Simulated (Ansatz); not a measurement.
## A series in volume scale on GaP

All results are calculated (Ansatz 0.2.0). Free energy against uniform scaling of the volume at fixed shape and fractions; periodic cell, basis, potentials, k mesh and filling as listed.

The cell before it is scaled or strained (space group F-43m, No. 216):
```
cell vectors (Å)
   0.0000     2.7252     2.7252
   2.7252     0.0000     2.7252
   2.7252     2.7252     0.0000
atoms (fractions of the cell vectors)
Ga  0.00000  0.00000  0.00000
P   0.25000  0.25000  0.25000
```

Settings of every row: functional r2SCAN; dispersion none; potentials PAW; wave cutoff 600 eV; density cutoff 2400 eV; k mesh 6x6x6; k shift 0x0x0; occupations fermi dirac; smearing width 0.1 eV; spin none.

| row | volume scale | V (Å³/atom) | pressure (GPa) | energy above lowest point (meV/atom) |
| --- | --- | --- | --- | --- |
| 1 | 0.88 | 17.811 | 14.94 | 101.8 |
| 2 | 0.92 | 18.62 | 8.89 | 42.1 |
| 3 | 0.96 | 19.43 | ? | ? |
| 4 | 1 | 20.239 | 0.07 | 0 |
| 5 | 1.04 | 21.049 | -3.11 | 8 |
| 6 | 1.08 | 21.858 | -5.66 | 30.4 |
| 7 | 1.12 | 22.668 | -7.71 | 64.3 |

Question: what pressure and energy above lowest point should row 3 give?

Worked fit of pressure. Take u = (V_r/V)^(2/3) − 1 with V_r = 20.644 Å³ an atom, which is twice the finite (Eulerian) strain; such expansions in the strain, on which the Birch-Murnaghan equation of state is built, carry the rest volume and the bulk modulus. The shown rows have u = 0.10341, 0.07121, 0.0133, -0.01287, -0.03738, -0.06045. Least squares give pressure = −1.605 + 121.253 × u + 349.91 × u² + 239.6 × u³ GPa; a parabola predicts inner rows, each left out in turn, worse (root mean square 0.041 against 0.0019 GPa). All shown rows lie on it to the printed digit. The pressure vanishes at u = 0.0128, or V = 20.26 Å³ an atom, and there the bulk modulus at fixed shape and fractions is B = −V dP/dV = (2/3)(1 + u) dP/du = 88 GPa. The withheld row has u = 0.04123, so the fit gives −1.605 + 121.253 × (0.04123) + 349.91 × (0.04123)² + 239.6 × (0.04123)³ = 4.01 GPa.

The calculation gave 4.01 GPa. The fit meets it to the printed digit.

Worked fit of energy above lowest point. Take u = (V_r/V)^(2/3) − 1 with V_r = 20.644 Å³ an atom, which is twice the finite (Eulerian) strain; such expansions in the strain, on which the Birch-Murnaghan equation of state is built, carry the rest volume and the bulk modulus. The shown rows have u = 0.10341, 0.07121, 0.0133, -0.01287, -0.03738, -0.06045. Least squares give energy above lowest point = 2.02 − 309.9 × u + 12072.6 × u² + 2475 × u³ meV/atom; a parabola predicts inner rows, each left out in turn, worse (root mean square 0.42 against 0.11 meV/atom). The rows lie off it by 0.0, 0.0, 0.0, 0.0, 0.1, 0.0. Its lowest point lies at u = 0.0128, or V = 20.25 Å³ an atom, and the curvature there gives the bulk modulus at fixed shape and fractions, B = (4/9)(1 + u)² E″(u)/V = 87.8 GPa. The withheld row has u = 0.04123, so the fit gives 2.02 − 309.9 × (0.04123) + 12072.6 × (0.04123)² + 2475 × (0.04123)³ = 9.9 meV/atom.

The calculation gave 9.9 meV/atom. The fit meets it to the printed digit.
